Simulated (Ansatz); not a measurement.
# ScCu: the change of pressure with volume per atom

Periodic Kohn-Sham DFT of a crystal at fixed atoms; pressure and stress are positive in compression; the energy is the free energy less that of spherical unpolarised free atoms; site moments are those in the method's own spheres, positive along +z. The results are calculated, by Ansatz 0.2.0.

Cell of the first row (space group Pm-3m, No. 221):
```
CELL_PARAMETERS angstrom
3.18950 0.00000 0.00000
0.00000 3.18950 0.00000
0.00000 0.00000 3.18950
ATOMIC_POSITIONS crystal
Sc 0.50000 0.50000 0.50000
Cu 0.00000 0.00000 0.00000
```

Settings of every row: method frozen-core PAW; functional LDA; relativity scalar; k mesh 11x11x11; filling fermi-dirac; smearing width 0.05 eV; wave cutoff 420 eV; paw set soft_2.

Atom start moment: 0 on all atoms.

Limits: PAW files made with PBE.

| row | volume per atom (Å³) | pressure (GPa) |
| --- | --- | --- |
| 1 | 16.224 | -2.302 |
| 2 | 16.569 | -4.274 |
| 3 | 16.914 | -6.035 |
| 4 | 17.087 | -6.843 |
| 5 | 17.259 | ? |
| 6 | 17.432 | -8.327 |
| 7 | 17.604 | -9.008 |
| 8 | 17.95 | -10.257 |
| 9 | 18.295 | -11.369 |

Question: what pressure should row 5 give?

Worked fit of pressure. Take u = (V_r/V)^(2/3) − 1 with V_r = 17.259 Å³ an atom, which is twice the finite (Eulerian) strain; such expansions in the strain, on which the Birch-Murnaghan equation of state is built, carry the rest volume and the bulk modulus. The shown rows have u = 0.04209, 0.02757, 0.01355, 0.0067, -0.00663, -0.01311, -0.02583, -0.03812. Least squares give pressure = −7.6049 + 111.287 × u + 338.73 × u² + 251 × u³ GPa; a parabola predicts inner rows, each left out in turn, worse (root mean square 0.0043 against 0.0016 GPa). The rows lie off it by 0.000, 0.000, -0.001, 0.001, 0.001, -0.002, 0.001, 0.000. The withheld row has u = 0, so the fit gives −7.6049 + 111.287 × (0) + 338.73 × (0)² + 251 × (0)³ = -7.605 GPa.

The calculation gave -7.606 GPa. The fit lies 0.001 GPa (0.011 % of the column's range) above it, one unit of the last digit.
